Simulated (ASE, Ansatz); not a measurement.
# Lattice constant of the random alloy La0.75Y0.25S: functional, numerical settings and supercell from LDA to r2SCAN

Before a supercell of La0.75Y0.25S is used for band structures, phonons or the strain of a film on a substrate, a functional, a k-mesh and a cell size have to be chosen, and the lattice constant shows which of these choices matters most. An error in it passes on as a false strain to every property computed afterwards. The quantity compared is a of the mean conventional cell, relaxed without temperature or zero-point motion. The reference is the PBE cell of 64 atoms with a 3×3×3 mesh, at 5.7991 Å; shifts are positive when a row gives a longer lattice constant. No measured value is among the rows, so the comparison is between levels of theory and does not rank them by accuracy.

## Computational details

Main cell: 2x2x2 conventional cells of the LaS type (64 atoms: 32 S, 8 Y, 24 La); La/Y share their sites, the best of 600 random draws by like-pair counts in two shells; start lattice by linear mixing of the end members' cells; atoms moved at random by 0.02 Å. In each row cell and atoms were relaxed at the level named; rows that change cutoff, mesh or potentials in the 64-atom cell, and some that change the functional, start from a cell relaxed at another level. Ansatz 0.2.0: Kohn-Sham DFT, PAW potentials, plane waves, Methfessel-Paxton smearing of 0.15 eV, no spin polarisation, spin-orbit coupling only where named. The two machine-learned potentials ran through ASE 3.29. Hardware of the DFT runs: 1 GB200 GPU with 32 threads of Arm Neoverse V2. The same in all rows: reduced formula of the cell: La3YS4.

Notes on method and selection:

- A finite supercell with one arrangement stands for the random alloy; the cells meet its composition exactly.
- The lattice is static: no zero-point motion and no thermal expansion, which in most solids lengthen room-temperature lattice constants by a few tenths of a per cent.
- Runs that didn't converge or were made unsound on purpose aren't shown.
- Times come from hosts shared with other jobs and are rough; they include the analyses that each run asked for.
- But for rows that name other potentials, all functionals use one PAW set, generated with PBE; the run remakes the frozen core for its functional but keeps PBE's partial waves, which adds an error of its own under other functionals.
- D3(BJ) is the two-body form unless a three-body term is named.
- Runs that did not converge, have known faults or may not be shown are not listed, and runs on Ansatz's PAW sets soft_1 and soft_2 are kept to separate tables.

Columns:

- residual pressure (GPa): pressure left in the cell at the end of the relaxation.
- atoms: atoms in the cell.
- cutoff (eV): plane-wave cutoff.
- k-mesh: k-point mesh.
- a (Å): lattice constant a of the mean conventional cell.
- wall time (s): wall time of the whole run (relaxations start from unlike geometries and take unlike numbers of steps).

Input lines of one member:

```
kpoints:
  mp_grid: { grid: [3, 3, 3] }
hamiltonian:
  xc: pbe
scf:
  occupations: { method: methfessel_paxton, width: 0.15 }
relax:
  f_tol: 0.02
  max_steps: 45
  cell: { stress_tol: 0.1 }
```

Command (options for logging and memory left out): `ansatz run input.yaml --threads 32 --backend cuda`

## Data

| member | residual pressure (GPa) | atoms | cutoff (eV) | k-mesh | a (Å) | wall time (s) | remark |
| --- | --- | --- | --- | --- | --- | --- | --- |
| MACE-MP-0b2 small | 0.11 | 64 | – | – | 5.7934 | – |  |
| PBE, lower cutoff | 0.01 | 64 | 350 | 3×3×3 | 5.7991 | 5.8 | restarted from the PBE cell, which hardly moved: the change lies under the tolerance of the relaxation |
| PBE, harder potentials | 0.04 | 64 | 600 | 3×3×3 | 5.7991 | 14 | restarted from the PBE cell, which hardly moved: the change lies under the tolerance of the relaxation |
| LDA, small cell | −0.04 | 8 | 420 | 5×5×5 | 5.6939 | 4.7 |  |
| CHGNet 0.3.0 | 0.02 | 64 | – | – | 5.7933 | – |  |
| PBE, second arrangement | 0.06 | 64 | 420 | 3×3×3 | 5.7954 | 11 |  |
| PBE, higher cutoff | 0.00 | 64 | 520 | 3×3×3 | 5.7991 | 8.6 | restarted from the PBE cell, which hardly moved: the change lies under the tolerance of the relaxation |
| PBE, larger cell | 0.00 | 128 | 420 | 3×3×1 | 5.7982 | 21 |  |
| r2SCAN | −0.01 | 64 | 500 | 3×3×3 | 5.8035 | 23 |  |
| PBEsol | 0.07 | 64 | 420 | 3×3×3 | 5.7225 | 11 |  |
| PBE | 0.00 | 64 | 420 | 3×3×3 | 5.7991 | 15 |  |
| PBE, fewer k-points | 0.01 | 64 | 420 | 2×2×2 | 5.8047 | 12 |  |
| PBE, more k-points | 0.00 | 64 | 420 | 4×4×4 | 5.7989 | 24 | restarted from the PBE cell, which hardly moved: the change lies under the tolerance of the relaxation |
| LDA | 0.00 | 64 | 420 | 3×3×3 | 5.6853 | 13 |  |
| PBE+D3(BJ) | −0.01 | 64 | 420 | 3×3×3 | ? | 15 |  |
| PBE, lowest cutoff | 0.00 | 64 | 300 | 3×3×3 | 5.7991 | 6.1 | restarted from the PBE cell, which hardly moved: the change lies under the tolerance of the relaxation |
| PBE, small cell | 0.00 | 8 | 420 | 5×5×5 | ? | 4.9 |  |

Cells marked ? are withheld until the estimate has been made.

## The trend and its physics

The functional dominates. LDA lies 5.7991 − 5.6853 = 0.1138 Å below PBE, or 2.0 %, and PBEsol lies 5.7991 − 5.7225 = 0.0766 Å below it. This is the usual order: LDA binds too strongly, the gradient correction of PBE weakens the bonds, and PBEsol has a weaker gradient dependence in exchange. r2SCAN exceeds PBE by only 5.8035 − 5.7991 = 0.0044 Å, too little to rank the two, since PAW partial waves made for PBE serve both. The two machine-learned potentials, trained largely on PBE-type data, fall within 0.006 Å of PBE.

Shifts from the supercell are much smaller. A second arrangement of La and Y changes a by 5.7954 − 5.7991 = −0.0037 Å and the 128-atom cell by 5.7982 − 5.7991 = −0.0009 Å. The latter isn't purely an effect of size, since the mesh of the larger cell is coarser along its doubled axis. A leftover pressure p displaces a by about a·p/(3B). With a bulk modulus B of roughly 90 GPa, the stress tolerance of 0.1 GPa corresponds to 5.7991 × 0.1 / (3 × 90) = 0.002 Å, so part of the difference between arrangements may be incomplete relaxation.

The 8-atom cell is longer than the 64-atom cell by 5.6939 − 5.6853 = 0.0086 Å in LDA. With one Y on four metal sites, symmetry holds every sulfur atom midway between its metal neighbours. In the larger cell sulfur can move towards the smaller Y and relieve compressed La–S bonds, which favours a shorter lattice constant. The mesh may contribute as well: 5×5×5 in the small cell is slightly coarser than 3×3×3 in the doubled one, and coarsening the PBE mesh to 2×2×2 lengthens a by 5.8047 − 5.7991 = 0.0056 Å.

The identical values of a at cutoffs from 300 to 520 eV, and with harder potentials at 600 eV, are weaker evidence of convergence than they appear. Those runs started from the PBE cell and stopped because the stress was already within tolerance. The pressure left at this unchanged cell is the better test, since a basis-set error in the stress would make it vary with the cutoff.

## Estimating the withheld member

Plain estimates from the members shown:

- PBE, small cell, mean of the 15 members shown: 5.7790 Å, standard deviation 0.040
- PBE+D3(BJ), mean of the 15 members shown: 5.7790 Å, standard deviation 0.040

The mean of the members shown, 5.7790 Å, mixes functionals that differ by 0.1 Å and suits neither withheld row. Both estimates start from the 64-atom PBE cell.

For the small PBE cell, the size shift found in LDA is carried over, because the symmetry constraint and both meshes are the same: 5.7991 + 0.0086 = 5.8077 Å. No second functional is shown in both sizes to try this on. The error of 0.004 Å is taken from the shift between the two PBE arrangements.

For PBE+D3(BJ), the added attraction must shorten a. Its strength is described by W, the sum of r·dE/dr over all pairs, which is taken as roughly 2 eV per formula unit of La0.75Y0.25S, four of which fill the conventional cell. This is an assumed order of size, not a value derived here. The volume per formula unit is V = 5.7991³ / 4 = 48.8 Å³. The inward pressure W/(3V) is then 2 / (3 × 48.8) = 0.014 eV/Å³; with 1 eV/Å³ = 160.2 GPa this is 0.014 × 160.2 = 2.2 GPa. With the same rough bulk modulus as above, the contraction is 5.7991 × 2.2 / (3 × 90) = 0.047 Å, which leads to 5.7991 − 0.047 = 5.752 Å. W and the bulk modulus are together taken as uncertain by about 40 %, hence an error of 0.02 Å.

**Committed estimate, PBE, small cell: a = 5.808 ± 0.004 Å.**  
**Committed estimate, PBE+D3(BJ): a = 5.75 ± 0.02 Å.**

## How the estimate fared

| member | residual pressure (GPa) | atoms | cutoff (eV) | k-mesh | a (Å) | wall time (s) |
| --- | --- | --- | --- | --- | --- | --- |
| PBE+D3(BJ) | −0.01 | 64 | 420 | 3×3×3 | 5.7355 | 15 |
| PBE, small cell | 0.00 | 8 | 420 | 5×5×5 | 5.8069 | 4.9 |

| member | estimate | a (Å) | computed | estimate − computed | miss in error bars |
| --- | --- | --- | --- | --- | --- |
| PBE, small cell | committed | 5.8080 | 5.8069 | +0.0011 | 0.3 |
| PBE, small cell | mean | 5.7790 | 5.8069 | −0.0279 |  |
| PBE+D3(BJ) | committed | 5.7500 | 5.7355 | +0.0145 | 0.7 |
| PBE+D3(BJ) | mean | 5.7790 | 5.7355 | +0.0435 |  |

Both estimates fall inside their error bars and are closer than the mean of the members shown. For the small PBE cell the miss is 0.0011 Å, against 0.0279 Å for the mean. The size shift is 5.8069 − 5.7991 = 0.0078 Å in PBE and 0.0086 Å in LDA, so it carries over from one functional to the other within the tolerance of the relaxation. This fits a cause in the ordered arrangement and its fixed sulfur positions, but a share from the coarser mesh would carry over as well.

For PBE+D3(BJ) the sign was right and the size too small: dispersion shortens a by 5.7991 − 5.7355 = 0.0636 Å, where 0.047 Å had been expected. With the same rough bulk modulus of 90 GPa, this contraction corresponds to an inward pressure of 3 × 90 × 0.0636 / 5.7991 = 3.0 GPa instead of 2.2 GPa. Either the pair attraction had been taken too weak or the bulk modulus too high; the lattice constant alone can't tell the two apart.

## Outliers

Thirteen of the seventeen rows lie between 5.7933 and 5.8069 Å. The other four are the two LDA cells, PBEsol and PBE+D3(BJ), all shorter because their functional binds more strongly or because a pair attraction is added. The D3(BJ) contraction may be too large for this compound: the dispersion coefficients depend on coordination and not on charge, while a metal atom that has given electrons to sulfur is less polarisable than a neutral one.

Among the PBE rows without dispersion, the small cell departs most, by +0.0078 Å, followed by the 2×2×2 mesh with about +0.006 Å. The alloy is metallic, and so coarse a mesh samples the partly filled bands poorly; the 4×4×4 mesh changes a by only −0.0002 Å. That run was restarted from the PBE cell, but its leftover pressure of 0.00 GPa supports so small a shift.

The second arrangement lies about 0.004 Å below the first. Its leftover pressure of 0.06 GPa accounts for about 5.7954 × 0.06 / (3 × 90) = 0.0013 Å of this, and the remainder is a plausible effect of where the Y atoms sit.

## Time and accuracy

The 8-atom PBE cell took 4.9 s and the 64-atom cell 15 s, about three times as long; in LDA the times are 4.7 and 13 s. The saving costs an error of about 0.008 Å and gives up the random arrangement. Since no DFT run listed took longer than 24 s, there is little reason to accept that for the lattice constant alone. The short times at 300 and 350 eV belong to restarts from a relaxed cell and do not give the price of a full relaxation at those cutoffs, which also lie below the one recommended for the potentials.

## Conclusions

For this composition the functional decides the lattice constant. Taking the LDA cell in place of the PBE cell imposes a strain of −0.1138 / 5.7991 = −2.0 %, and taking the PBE+D3(BJ) cell −0.0636 / 5.7991 = −1.1 %. The second PBE arrangement shifts a by less than 0.1 %.

The cutoff matters little, as the pressures show better than the lattice constants of the restarted runs. At the unchanged PBE cell the pressure stays within 0.01 GPa from 300 to 520 eV, which corresponds to 5.7991 × 0.01 / (3 × 90) = 0.0002 Å.

A size shift found in one functional served for another to about 0.001 Å, in a single trial. A dispersion shift estimated from an assumed strength of the pair attraction and a rough bulk modulus was short by a quarter.

Thermal expansion and zero-point motion would lengthen a by roughly 0.02 Å at room temperature. That is less than the spread among functionals but more than any shift from mesh or supercell, so it belongs in a comparison with a measured value.

[Logs are printed without paths, hosts, clocks, repeated set-up lines and the standing remarks that a program may print on its own settings, such as how far it seeks lower states.]
